**Question.** My SCF loop oscillates on small-gap systems unless I damp it heavily, while a plain projected-gradient minimiser on the same energy is slow but indifferent to the gap. I have seen it stated that near a solution the two iterations are governed by $\Omega+K$ and by $1+\Omega^{-1}K$. Where do these operators come from, what must hold for each method to converge, and how fast is it then? A small model that I can follow by hand would help.

**Answer.** Both methods are fixed-point maps on the set of projectors, so their local behaviour follows from their Jacobians at the solution. The formulation below is that of Cancès, Kemlin and Levitt (2021).

## 1. Premises and conventions

- The one-particle basis is finite and orthonormal, of size $n$, with real orbitals and one electron per (spin) orbital. The inner product is $\langle A,B\rangle=\mathrm{Tr}(AB)$ on real symmetric matrices.
- The unknown is $P=P^T=P^2$ with $\mathrm{Tr}P=N$, and $Q=1-P$.
- $E(P)$ is twice continuously differentiable near the solution $P_*$, also off the set of projectors. Its gradient $H(P)$, defined by $\delta E=\langle H,\delta P\rangle$, is the Fock or Kohn-Sham matrix, and $\delta H=\nabla^2E[\delta P]$.
- **(A)** $P_*$ is a nondegenerate local minimum. Section 3 shows that this means $\Omega+K>0$.
- **(B)**, needed for SCF only: the occupied levels of $H_*=H(P_*)$ are the $N$ lowest and are separated from the rest by a gap $\Delta=\varepsilon_{N+1}-\varepsilon_N>0$.

Indices $i,j$ are occupied and $a,b$ virtual. If one writes a closed-shell energy with doubly occupied spatial orbitals, the gradient is twice the Fock matrix. Then $\Omega$ below carries a factor 2, provided that $H$, $\Omega$ and $K$ are all derived from the same $E(P)$.

## 2. Geometry

Differentiating $P^2=P$ gives $PX+XP=X$. Multiplying by $P$ on both sides gives $2PXP=PXP$, so $PXP=0$; multiplying by $Q$ on both sides gives $QXQ=0$. Tangent vectors have only occupied-virtual blocks, and the orthogonal projector on the tangent space is
$$\Pi_P(A)=PAQ+QAP .$$
The projected gradient is $\mathcal F(P)=\Pi_P H(P)$. At a stationary point $\mathcal F(P_*)=0$, so $H_*$ is block diagonal and commutes with $P_*$. I work in a common eigenbasis, with $H_*=\mathrm{diag}(\varepsilon_p)$. On the tangent space at $P_*$ define
$$(\Omega X)_{ai}=(\varepsilon_a-\varepsilon_i)X_{ai},\qquad KX=\Pi_{P_*}\nabla^2E[X].$$
Both are symmetric in $\langle\cdot,\cdot\rangle$, the second because second derivatives commute. For a density functional $\delta H_{ai}=\sum_{pq}(ai|f_{\rm Hxc}|pq)X_{pq}$, and since $X_{bj}=X_{jb}$ each pair counts twice: $K_{ai,bj}=2(ai|f_{\rm Hxc}|bj)$. In Hartree-Fock the same counting gives $K_{ai,bj}=2(ai|bj)-(ab|ij)-(aj|bi)$.

**Lemma.** Let $\Gamma(H)$ be the projector on the $N$ lowest eigenvectors of $H$. With a gap it is a smooth function of $H$, being a contour integral of the resolvent along a fixed contour through the gap. Its variation is tangent because $\Gamma^2=\Gamma$. Differentiating $[H,\Gamma]=0$ gives $[\delta H,P_*]+[H_*,\delta\Gamma]=0$, whose $ai$ element is $\delta H_{ai}+(\varepsilon_a-\varepsilon_i)\,\delta\Gamma_{ai}=0$. Hence
$$\delta\Gamma=-\Omega^{-1}\Pi_{P_*}\delta H. \tag{1}$$

**Retraction.** A step leaves the manifold and is brought back by $\mathcal R(M)=\Gamma(-M)$, the projector on the $N$ largest eigenvalues of $M$. At $M=P_*$ the matrix $-M$ has levels $-1$ (occupied) and $0$ (virtual), so all level differences equal 1 and (1) gives $\delta\mathcal R=\Pi_{P_*}\delta M$. This uses neither (A) nor (B). Only tangent $\delta M$ will occur, so any smooth retraction that acts as the identity on tangent vectors to first order gives the same Jacobians.

## 3. Derivative of the projected gradient

Vary $P=P_*+X$, $Q=Q_*-X$ in $\mathcal F=PHQ+QHP$. The variation of $H$ contributes $\Pi_{P_*}\nabla^2E[X]=KX$. The variation of the projectors contributes
$$XH_*Q_*-P_*H_*X-XH_*P_*+Q_*H_*X=XH_*(Q_*-P_*)+(Q_*-P_*)H_*X,$$
where the grouping uses only linearity. The $ai$ element of the first term is $-X_{ai}\varepsilon_i$ and that of the second is $+\varepsilon_aX_{ai}$. The $ij$ and $ab$ blocks vanish because $H_*$ is diagonal and $X$ has no such blocks. Therefore
$$\delta\mathcal F=(\Omega+K)X. \tag{2}$$

This operator is the constrained Hessian. Along a curve $P(s)$ of projectors with $P(0)=P_*$ and $P'(0)=X$, differentiating $P^2=P$ twice gives $P_*P''+P''P_*+2X^2=P''$. The occupied block yields $P''_{oo}=-2(X^2)_{oo}$ and the virtual block $P''_{vv}=2(X^2)_{vv}$. Then
$$\frac{d^2E}{ds^2}=\langle X,KX\rangle+\mathrm{Tr}(H_*P'')=\langle X,KX\rangle+2\sum_{ai}(\varepsilon_a-\varepsilon_i)X_{ai}^2=\langle X,(\Omega+K)X\rangle,$$
the last factor 2 coming from the two blocks in the trace. So (A) is $\Omega+K>0$. The term $\Omega$ is pure curvature of the constraint: it is present even when $E$ is linear in $P$.

## 4. The two Jacobians

**Projected gradient**, with $\beta$ in inverse energy units: $P_{k+1}=\mathcal R\big(P_k-\beta\mathcal F(P_k)\big)$. The argument equals $P_*$ at the solution and varies by $X-\beta(\Omega+K)X$, which is tangent. The chain rule gives
$$J_{\rm grad}=1-\beta(\Omega+K). \tag{3}$$

**Damped SCF**, with dimensionless $\beta$. Let $\Phi(P)=\Gamma(H(P))$. Under (B), $\Phi(P_*)=P_*$, and (1) gives $\delta\Phi=-\Omega^{-1}KX$. Take $P_{k+1}=\mathcal R\big(P_k+\beta\,\Pi_{P_k}(\Phi(P_k)-P_k)\big)$. The variation of $\Pi_P$ multiplies $\Phi(P_*)-P_*=0$ and drops out, which leaves $X+\beta(-\Omega^{-1}KX-X)$:
$$J_{\rm SCF}=1-\beta(1+\Omega^{-1}K). \tag{4}$$

**Linear mixing without retraction**, $P_{k+1}=(1-\beta)P_k+\beta\Phi(P_k)$, acts on all symmetric matrices of trace $N$. Split a variation into a tangent part $X$ and a normal part $Y$ (the $oo$ and $vv$ blocks). Since $\delta\Phi$ is always tangent, $Y\mapsto(1-\beta)Y$, while $X\mapsto J_{\rm SCF}X-\beta\,\Omega^{-1}\Pi_{P_*}\nabla^2E[Y]$. The Jacobian is block triangular, so its spectrum is that of (4) together with $1-\beta$. In everything below, linear mixing is covered by adding the value $1$ to the spectrum of $1+\Omega^{-1}K$.

Since $1+\Omega^{-1}K=\Omega^{-1}(\Omega+K)$, damped SCF is locally a gradient step preconditioned by $\Omega^{-1}$. Preconditioning by $(\Omega+K)^{-1}$ with $\beta=1$ makes the Jacobian vanish. That is second-order SCF, which converges quadratically when $\nabla^2E$ is Lipschitz continuous.

## 5. Spectra

$\Omega+K$ is symmetric, with real eigenvalues $\lambda$ that are positive by (A). The operator $1+\Omega^{-1}K$ is not symmetric in general. Under (B), however, $\Omega>0$, and $\langle X,Y\rangle_\Omega=\langle X,\Omega Y\rangle$ is an inner product. In it the operator is self-adjoint, because $\Omega(1+\Omega^{-1}K)=\Omega+K$ is symmetric. Equivalently it is similar to $1+\Omega^{-1/2}K\Omega^{-1/2}$. Its eigenvalues $\mu$ are real and are the stationary values of
$$\mu[X]=\frac{\langle X,(\Omega+K)X\rangle}{\langle X,\Omega X\rangle}. \tag{5}$$
The denominator is positive, so all $\mu>0$ if and only if $\Omega+K>0$. The condition number that matters for SCF is the eigenvalue ratio $\mu_{\max}/\mu_{\min}$, not the ratio of singular values.

## 6. Convergence and rates

Use $X=\Pi_{P_*}(P-P_*)$ as a coordinate near $P_*$. Each map is continuously differentiable there, and its Jacobian $J=1-\beta L$ is self-adjoint in a suitable inner product (Frobenius for (3), $\Omega$-weighted for (4)). In that norm $\|J\|$ equals the spectral radius $\rho$. By continuity, for any $\eta>0$ there is a ball in which the derivative has norm below $\rho+\eta$, and the mean-value inequality gives $\|X_{k+1}\|\le(\rho+\eta)\|X_k\|$. So $\rho<1$ implies local linear convergence with asymptotic factor at most $\rho$, reached when the start has a component along the slowest mode. For linear mixing one weights $Y$ heavily in the norm, which makes the off-diagonal block as small as desired, and the argument carries over. If $\rho>1$ the fixed point has an unstable direction, and a generic start moves away.

Let $\ell_{\min},\ell_{\max}$ be the extreme eigenvalues of $L$. The function $|1-\beta\ell|$ is convex in $\ell$, so
$$\rho(\beta)=\max\big(|1-\beta\ell_{\min}|,|1-\beta\ell_{\max}|\big).$$
For $\beta>0$, $\rho<1$ requires $1-\beta\ell_{\min}<1$ and $1-\beta\ell_{\max}>-1$, that is
$$\ell_{\min}>0,\qquad 0<\beta<2/\ell_{\max}. \tag{6}$$
The branch $1-\beta\ell_{\min}$ falls with $\beta$ and the branch $\beta\ell_{\max}-1$ rises, so the maximum is smallest where they cross:
$$\beta_{\rm opt}=\frac{2}{\ell_{\min}+\ell_{\max}},\qquad\rho_{\rm opt}=\frac{\kappa-1}{\kappa+1},\qquad\kappa=\frac{\ell_{\max}}{\ell_{\min}}. \tag{7}$$
The number of steps per decade in $\|X\|$ is $n_{10}=\ln10/\ln(1/\rho)$. Since $\ln\frac{\kappa+1}{\kappa-1}=2/\kappa+O(\kappa^{-3})$, it tends to $1.15\,\kappa$ for large $\kappa$. The energy is quadratic in $X$ and converges with $\rho^2$.

The consequences are these.

1. The gradient method converges locally for small $\beta$ under (A) alone, at a best rate set by $\kappa(\Omega+K)$.
2. Damped SCF converges locally for small $\beta$ under (A) and (B), at a best rate set by $\mu_{\max}/\mu_{\min}$.
3. At a saddle point ($\ell_{\min}<0$) neither converges for any $\beta>0$. Damping cures overshoot, not negative curvature.
4. Undamped SCF, $P_{k+1}=\Phi(P_k)$, has Jacobian $-\Omega^{-1}K$ and needs its spectrum inside $(-1,1)$. Its eigenvalues are $1-\mu$. By (5) the upper bound $1-\mu<1$ means $\mu>0$, that is $\Omega+K>0$, and the lower bound $1-\mu>-1$ means $\mu<2$, that is $\Omega-K>0$. At a minimum only the lower bound is a new condition, and its violation shows up as overshoot and oscillation. The bound $\|K\|<\Delta$ is sufficient.

The two condition numbers degrade for different reasons. Testing the Rayleigh quotient of $\Omega+K$ on the highest and on the lowest excitation gives $\lambda_{\max}\ge\Omega_{\max}-\|K\|$ and $\lambda_{\min}\le\Delta+\|K\|$, so
$$\kappa(\Omega+K)\ge\frac{\Omega_{\max}-\|K\|}{\Delta+\|K\|}.$$
For bounded $\|K\|$ this grows with the highest virtual level in the basis. From (5) and $\langle X,\Omega X\rangle\ge\Delta\|X\|^2$, on the other hand, $|\mu-1|\le\|K\|/\Delta$. High virtual levels do not enter this bound; a small gap does.

## 7. Two-level model

Put one electron on two equivalent sites (two traps in an oxide, say, as a cartoon), with Pauli matrices in the site basis:
$$E(P)=-\tfrac{\Delta}{2}\mathrm{Tr}(\sigma_xP)+\tfrac{K}{4}\big[\mathrm{Tr}(\sigma_zP)\big]^2,\qquad H(P)=-\tfrac{\Delta}{2}\sigma_x+\tfrac{K}{2}\mathrm{Tr}(\sigma_zP)\,\sigma_z .$$
For $K>0$ the second term penalises population imbalance. Real projectors are $P(\theta)=\frac12(1+\cos\theta\,\sigma_x+\sin\theta\,\sigma_z)$, with imbalance $\sin\theta$, and
$$E(\theta)=-\tfrac{\Delta}{2}\cos\theta+\tfrac K4\sin^2\theta,\qquad 2E'(\theta)=\sin\theta\,(\Delta+K\cos\theta).$$
At $\theta=0$, $H_*=-\frac\Delta2\sigma_x$, so $\Omega=\Delta$. The unit tangent is $T=\sigma_z/\sqrt2$, and $\langle T,\nabla^2E[T]\rangle=\frac K2(\mathrm{Tr}\,\sigma_zT)^2=K$, so the kernel is the parameter $K$.

The maps can be written exactly. Let $\tau=-\sin\theta\,\sigma_x+\cos\theta\,\sigma_z=2\,dP/d\theta$, with $\mathrm{Tr}\,\tau^2=2$. Then $\Pi_PH=\frac12\mathrm{Tr}(H\tau)\,\tau=E'\tau$. The retraction of $P+\frac u2\tau$ normalises the vector of Pauli coefficients and so rotates $\theta$ by $\arctan u$. For $\Delta>0$ the lower eigenvector of $H$ has its Pauli vector along $(\Delta,-K\sin\theta)$. With $r=K/\Delta$:
$$\text{undamped SCF: }\theta'=\phi(\theta)=-\arctan(r\sin\theta),$$
$$\text{gradient: }\theta'=\theta-\arctan\big(2\beta E'(\theta)\big),\qquad\text{damped SCF: }\theta'=\theta+\arctan\big(\beta\sin(\phi-\theta)\big).$$
The slopes at $\theta=0$ are $-r$, $1-\beta(\Delta+K)$ and $1-\beta(1+r)$, as (3) and (4) require. As $\Delta\to0$ at fixed $K>0$, the gradient limit $2/(\Delta+K)$ stays finite while the SCF limit $2\Delta/(\Delta+K)$ goes to zero.

For $r>1$ undamped SCF has a two-cycle $\theta\leftrightarrow-\theta$ with $\tan\theta=r\sin\theta$, so $\cos\theta=1/r$. There $\phi'=-r\cos\theta/(1+r^2\sin^2\theta)=-1/r^2$, and the cycle attracts with multiplier $r^{-4}$ per period. For $\Delta<0<\Delta+K$ the point $\theta=0$ is a minimum whose occupied level lies above the empty one. The gradient method converges to it, whereas $\Phi$ jumps to $\theta=\pi$. This is why (B) is a separate premise.

With a single rotation angle both operators are numbers, $\kappa=1$, and the linearised methods coincide under $\beta_{\rm SCF}=\Delta\,\beta_{\rm grad}$. To see condition numbers, add one spectator level that lies $\Lambda$ above the occupied one, is untouched by $\sigma_z$, and stands for the high-lying part of a basis. Then $\Omega=\mathrm{diag}(\Delta,\Lambda)$ and the kernel is $\mathrm{diag}(K,0)$. For $K>0$ and $\Delta+K<\Lambda$,
$$\kappa_{\rm grad}=\frac{\Lambda}{\Delta+K},\qquad\kappa_{\rm SCF}=1+\frac K\Delta .$$
Linear mixing has this same $\kappa_{\rm SCF}$ even without the spectator, through its extra eigenvalue 1.

## 8. Range of validity

- **Locality.** The rates hold where the linearisation does. In the model $\phi=-r\theta\,[1-(\frac16+\frac{r^2}{3})\theta^2+\dots]$, so the linear regime of SCF shrinks as $|\theta|\ll\Delta/K$. For the gradient, $2E'=(\Delta+K)\theta\,[1-\frac{\Delta+4K}{6(\Delta+K)}\theta^2+\dots]$, with a coefficient below $2/3$ for any positive $\Delta$ and $K$.
- **Integer occupations and a gap.** Metals and smearing add changes of occupation to the response and need a modified $\Omega^{-1}$.
- **Nondegeneracy.** A broken continuous symmetry gives zero modes of $\Omega+K$, which must be projected out before $\kappa$ is formed.
- **Real variations.** Complex orbitals add imaginary rotations. Around a real solution these leave the density unchanged to first order, so for a pure density functional they contribute $\lambda=\varepsilon_a-\varepsilon_i$ and $\mu=1$.
- **Metric.** The spectrum of $\Omega^{-1}K$ does not depend on the basis representation. $\kappa(\Omega+K)$ refers to the orthonormal-basis inner product and changes under preconditioning.
- **Fixed step, no history.** Conjugate gradients, quasi-Newton updates and DIIS have other rates. The norms equivalent in finite dimension affect prefactors only. Steps are counted, not cost: an SCF step contains an eigenvalue problem that a gradient step avoids.

## 9. Numerical illustration

The inputs are assumed for illustration and describe no material: $K=4$ eV, $\Lambda=100$ eV, and four gaps. All results are the model's. The gradient method needs $\beta<2/\Lambda=0.02\ \mathrm{eV^{-1}}$ in every row. The factors $\rho$ and step counts $n_{10}$ are those at $\beta_{\rm opt}$ from (7).

| $\Delta$ (eV) | $K/\Delta$ | $\kappa_{\rm grad}$ | $\rho_{\rm grad}$ | $n_{10}^{\rm grad}$ | $\kappa_{\rm SCF}$ | $\beta^{\rm SCF}_{\max}$ | $\beta^{\rm SCF}_{\rm opt}$ | $\rho_{\rm SCF}$ | $n_{10}^{\rm SCF}$ |
|---|---|---|---|---|---|---|---|---|---|
| 5 | 0.8 | 11.1 | 0.835 | 12.8 | 1.8 | 1.11 | 0.714 | 0.286 | 1.8 |
| 1 | 4 | 20.0 | 0.905 | 23.0 | 5 | 0.400 | 0.333 | 0.667 | 5.7 |
| 0.2 | 20 | 23.8 | 0.919 | 27.4 | 21 | 0.0952 | 0.0909 | 0.909 | 24.2 |
| 0.04 | 100 | 24.8 | 0.922 | 28.5 | 101 | 0.0198 | 0.0196 | 0.980 | 116.3 |

Only the first row has $K/\Delta<1$, and only there does undamped SCF converge, with factor $-0.8$ per step. At $\Delta=1$ eV it falls into the two-cycle with $\cos\theta=0.25$, where the imbalance alternates between $\pm0.968$ and the cycle multiplier is $0.0039$.

The gradient count saturates as the gap closes, since $\kappa_{\rm grad}\to\Lambda/K=25$, and it would scale in proportion to a larger $\Lambda$. The SCF count ignores $\Lambda$ and grows as $K/\Delta$. The two condition numbers are equal when $(\Delta+K)^2=\Lambda\Delta$, whose small root is $\Delta=0.174$ eV; below that gap the gradient method needs fewer steps in this model.

The last row also shows how narrow the linear regime becomes. The cubic term in $\phi$ reaches a tenth of the linear one at $\theta=0.0055$, and from $\theta=0.01$ the exact map gives $\phi=-0.785$ where the linearisation gives $-1$. At $\Delta=1$ eV the same start gives $-0.03998$ against the linear $-0.04$.